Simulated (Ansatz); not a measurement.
# Ligand exchange: CBrClF2 + Sn(CH3)4 → C2H3ClF2 + Sn(CH3)3Br

Gas-phase species: CBrClF2 `FC(F)(Cl)Br`, singlet; Sn(CH3)4 (tetramethyltin), singlet; C2H3ClF2 (1-chloro-1,1-difluoroethane) `CC(F)(F)Cl`, singlet; Sn(CH3)3Br (trimethyltin bromide), singlet. The partners trade Br for CH3: C–Br and Sn–CH3 bonds give way to C–CH3 and Sn–Br.

Shapes, held fixed at every level: PBE0-D4/def2-TZVP. Programs: Ansatz 0.2.0. Electronic energies: no zero-point or thermal term.

Task: Estimate ΔE of this reaction.

Result: The highest level, CCSD(T)/def2-TZVPP, gives ΔE = -207.7 kJ/mol; the levels span -263.1 to -207.7. The column of differences is taken from that level and isn't an error. No measured value is set beside it here. For atoms past krypton def2 sets carry core potentials with scalar relativity. Relativity is left out for Br. Outer-core shells of Br, Sn are correlated, in sets that cover them unevenly.

```json
{"level": "HF/def2-SVP", "kind": "Hartree–Fock", "ΔE (kJ/mol)": "-263.1", "less CCSD(T)/def2-TZVPP": "-55.4"}
{"level": "PBE0-D4/def2-TZVPP", "kind": "global hybrid", "ΔE (kJ/mol)": "-212.1", "less CCSD(T)/def2-TZVPP": "-4.4"}
{"level": "wB97M-V/def2-TZVPP", "kind": "range-separated hybrid", "ΔE (kJ/mol)": "-212.0", "less CCSD(T)/def2-TZVPP": "-4.3"}
{"level": "wB97X-V/def2-TZVPP", "kind": "range-separated hybrid", "ΔE (kJ/mol)": "-214.6", "less CCSD(T)/def2-TZVPP": "-6.9"}
{"level": "B2PLYP/def2-TZVPP", "kind": "double hybrid", "ΔE (kJ/mol)": "-213.2", "less CCSD(T)/def2-TZVPP": "-5.5"}
{"level": "MP2/def2-TZVPP", "kind": "perturbation theory", "ΔE (kJ/mol)": "-208.2", "less CCSD(T)/def2-TZVPP": "-0.5"}
{"level": "CCSD(T)/def2-SVP", "kind": "coupled cluster or CI", "ΔE (kJ/mol)": "-227.1", "less CCSD(T)/def2-TZVPP": "-19.4"}
{"level": "CCSD(T)/def2-TZVPP", "kind": "coupled cluster or CI", "ΔE (kJ/mol)": "-207.7", "less CCSD(T)/def2-TZVPP": "0.0"}
```

The exchange is strongly downhill at every level. A weak C–Br bond and a fairly weak Sn–CH3 bond give way to a robust C–C bond and a strongly polar Sn–Br bond. Bromine gains by moving from an electron-poor halogenated carbon to electropositive tin, while the methyl group becomes a donor to the fluorinated carbon.

Hartree–Fock exaggerates the driving force. Part of this comes from its small basis, since CCSD(T) also gives a more negative value there, -227.1 against -207.7 kJ/mol, but the larger part remains in the same basis and reflects missing correlation. Correlation thus favours the reactants, probably in part through the crowded halogen lone pairs around one carbon in CBrClF2.

The triple-zeta levels agree closely, yet they differ among themselves by less than the coupled-cluster result shifts between basis sets. Their agreement therefore supports a large exothermicity but not a converged last few kJ/mol, and MP2's near match may be partly fortuitous. Nothing here shows that the exchange is fast, as no barrier was computed.
